## The dip above the Fermi level in TiAl₃

Three of the four atoms in TiAl₃ are aluminium, a metal whose s and p electrons behave almost like free ones. The naive picture is therefore a smooth aluminium sea with the narrower d bands of titanium laid on top. A dip in the density of states would then be the space between two groups of d states, with the sea showing through.

TiAl₃ (I4/mmm, 4 atoms per cell, conventional a = 3.845, c = 8.623 Å) was computed with Ansatz 0.2.0: PBE, scalar-relativistic PAW, no spin polarisation, 420 eV cutoff, 16×16×16 k mesh, 0.1 eV Gaussian smearing. The density of states uses tetrahedra on a 24×24×24 mesh and 0.2 eV bins, counted from the Fermi level; Löwdin shell projections are summed over sites.

```csv
energy (eV),density of states total (states/eV/cell),DOS Al 3p (states/eV/cell),DOS Ti 3d (states/eV/cell),DOS Al 3s (states/eV/cell)
-7.95,0.680,0.330,0.01,0.27
-7.55,0.720,0.360,0.02,0.28
-7.15,0.830,0.430,0.03,0.32
-6.75,0.870,0.460,0.04,0.29
-6.35,1.050,0.570,0.07,0.35
-5.95,1.020,0.550,0.09,0.33
-5.55,0.800,0.440,0.08,0.25
-5.15,0.950,0.520,0.09,0.27
-4.75,1.260,0.670,0.12,0.38
-4.35,1.260,0.640,0.16,0.39
-3.95,1.170,0.620,0.17,0.32
-3.55,1.370,0.800,0.2,0.28
-3.15,1.220,0.760,0.18,0.21
-2.75,1.730,1.010,0.29,0.34
-2.35,1.610,0.900,0.36,0.29
-1.95,2.050,1.190,0.51,0.27
-1.55,2.520,1.360,0.81,0.26
-1.15,3.740,1.910,1.49,0.23
-0.75,2.650,1.080,1.32,0.17
-0.35,2.830,0.840,1.77,0.13
0.05,1.660,0.400,1.14,0.06
0.45,1.320,0.230,1.04,0.01
0.85,0.430,0.100,0.3,0
1.25,2.670,0.690,1.61,0.18
1.65,4.990,0.960,3.34,0.29
2.05,2.860,0.940,1.36,0.21
2.45,1.830,0.520,0.7,0.31
2.85,2.750,0.470,1.37,0.62
3.25,3.350,0.690,1.37,0.90
3.65,3.070,0.840,1.07,0.72
4.05,2.590,0.990,0.65,0.52
4.45,2.450,1.070,0.48,0.47
4.85,1.720,0.770,0.28,0.31
5.25,1.460,0.660,0.21,0.30
5.65,2.310,1.110,0.37,0.43
```

The total density of states is indeed lowest between two Ti 3d peaks, in the row at 0.85 eV above the Fermi level. With rows 0.4 eV apart, the minimum is located only to about that step, and a narrow true gap could lie between two rows. The question is whether the sea is still there at the bottom of the dip.

### The sea is gone

For free electrons the density of states grows as the square root of the energy above the band bottom. The cell volume and the computed band bottom fix its size, so it can be compared directly with the table. Up to −3.95 eV the computed total averages 11 % above this curve, with single rows off by up to about a quarter. The naive sea is thus a fair description of the lower band.

In the dip row the same curve gives 1.43 states per eV and cell, but the whole computed total is 0.43. Without its Ti 3d part, only 0.13 remains. The dip has swallowed about nine tenths of the sea, far more than the error of the free-electron curve. The naive picture fails at this point, because it lets the sea pass through unharmed.

### Scattering by the lattice alone

A second explanation keeps titanium's d states out of the story. Electron waves scatter from the planes of atoms, and this can open gaps in a free-electron band. The table offers a rough comparison in two shallow dents, at −5.55 and 5.25 eV, where Ti 3d makes up less than 15 % of the total. There the density is only 13 to 14 % below the free-electron curve, against 70 % in the main dip.

That comparison is suggestive only, since different planes scatter with different strength. The behaviour of the d states is the stronger evidence. From −0.35 eV to the dip, DOS Ti 3d falls by a factor of 6 and DOS Al 3p by a factor of 8; on the far side both recover about tenfold by 1.65 eV. Scattering of the sea alone might explain the loss of Al 3p, but it would leave the similar loss of Ti 3d to coincidence.

### Mixing of the sea with the d states

The third explanation gives both losses one cause. Each titanium atom has its nearest aluminium neighbours at 2.72 Å, while the nearest titanium is a full lattice edge away, at 3.85 Å. A Ti 3d electron therefore spreads through the crystal mainly by way of aluminium. It has to mix with the sea.

The simplest case is one sea wave of energy ε, one d level of energy ε_d and a coupling V between them. If a and b are the amounts of sea and d in the mixed state of energy E, then (E − ε)a = Vb and (E − ε_d)b = Va. Eliminating a and b gives

ε = E − V²/(E − ε_d).

This tells which sea wave is needed to build a state at a chosen energy E. Suppose that the sea's band has a top as well as a bottom. Just below ε_d the formula then asks for a wave above that top, and just above ε_d for one below the bottom. No such waves exist, so a gap opens around the d level, and the states it has lost are crowded onto its two flanks.

A stretched string carrying many small weights on springs does the same. Near the weights' own frequency no wave travels along the string; at lower frequencies the weights swing with the string, and at higher ones against it. In the crystal these two motions correspond to bonding and antibonding states, an assignment that rests on theory here. The likeness ends where the details begin: the weights share one frequency, whereas titanium has five d orbitals that couple differently, and the real sea has no sharp top. A few states can therefore survive in the dip.

### What the d share reveals

The second equation also gives the ratio of sea to d, a²/b² = (E − ε_d)²/V². The d share should thus be highest around the dip and fade on both sides. It is 79 % at 0.45 eV and 70 % in the dip row, compared with 63 and 67 % at the two flanking Ti 3d peaks. The row at 1.25 eV fits less well: it lies closer to the dip than the upper peak does, yet its d share is only 60 %. Even so, an untouched sea would have pushed the share in the dip down to 17 %.

As a broader test, the square root of the non-d to d ratio was fitted as a slope times the distance from a centre, using all rows with DOS Ti 3d above 0.05; the output stands at the end of the text. The centre comes out at 0.78 eV, within one row step of the minimum, although the fit used only the make-up of the states and not their number. That alone does not prove mixing, since d states spread evenly on both sides of the dip would place the centre there in any case. At −1.95 eV, a row included in the fit, the distance is 0.78 + 1.95 = 2.73 eV. Multiplied by the slope of 0.533 per eV, this gives 1.46, whose square is 2.1 parts of sea to one of d. The predicted d share is 1/(1 + 2.1), or 32 %, against 25 % in the table, and this miss is typical of the fit.

Among the fitted rows, the model does worst around its centre, where it predicts almost pure d states. A single level is too crude for five orbitals. It also gives too much d in the four lowest rows, which were left out because rounding blurs their small d densities. Theory expects weak mixing there, because long waves near the band bottom look s-like around each atom.

The numbers thus rule out the untouched sea and count against lattice scattering as the only cause. Mixing accounts for the joint loss and for the broad course of the d share, but scattering may still help to deepen the dip.

### Why the Fermi level misses the dip

The position of the Fermi level is a matter of counting. Titanium brings four valence electrons and three aluminium atoms bring nine, which makes 13. Summing the density from the Fermi level to the dip row adds about 1.0 more, if each row stands for 0.4 eV although its bin covers only half of that, so the dip belongs to 14 electrons, or seven filled bands. TiAl₃ is one electron short, and its Fermi level lies on the falling slope below the dip.

For a related compound with the same structure, the first guess is to keep the bands and change only the count. Vanadium has one valence electron more than titanium, which would bring the Fermi level of VAl₃ close to the dip, as is indeed known for that compound. In mixing terms, the states below the dip are then nearly full and those above it nearly empty.

The analysis program printed:

```
mean of computed total over free-electron density, rows up to -3.95 eV: 1.112
free-electron density at the minimum row, states/eV/cell: 1.432
density without Ti 3d at the minimum row, states/eV/cell: 0.13
total over free-electron density at the minimum row: 0.3002
total over free-electron density at the d-poor dent -5.55 eV: 0.8705
total over free-electron density at the d-poor dent 5.25 eV: 0.8601
Ti 3d fall factor from -0.35 eV to the minimum: 5.9
Al 3p fall factor from -0.35 eV to the minimum: 8.4
Ti 3d rise factor from the minimum to 1.65 eV: 11.13
Al 3p rise factor from the minimum to 1.65 eV: 9.6
Ti 3d share at -0.35 eV, percent: 62.54
Ti 3d share at 0.45 eV, percent: 78.79
Ti 3d share at the minimum, percent: 69.77
Ti 3d share at 1.65 eV, percent: 66.93
Ti 3d share at the minimum if the sp sea took no part, percent: 17.32
fit of root on 31 rows (dos_Ti_3d > 0.05): coefficient of abs(energy - s) 0.5329 +/- 0.013, s 0.7833; rms 0.268, worst 0.85 -0.623, leave-one-out rms 0.292
  rows outside the fit (model, value, miss): -7.95 4.654, 8.185, -3.53; -7.55 4.441, 5.916, -1.47; -7.15 4.228, 5.164, -0.936; -6.75 4.015, 4.555, -0.54
fitted centre less energy of the minimum row, eV: -0.06667
valence electrons up to the Fermi level by summing rows: 13.13
further electrons from the Fermi level to the minimum row: 1.029
```
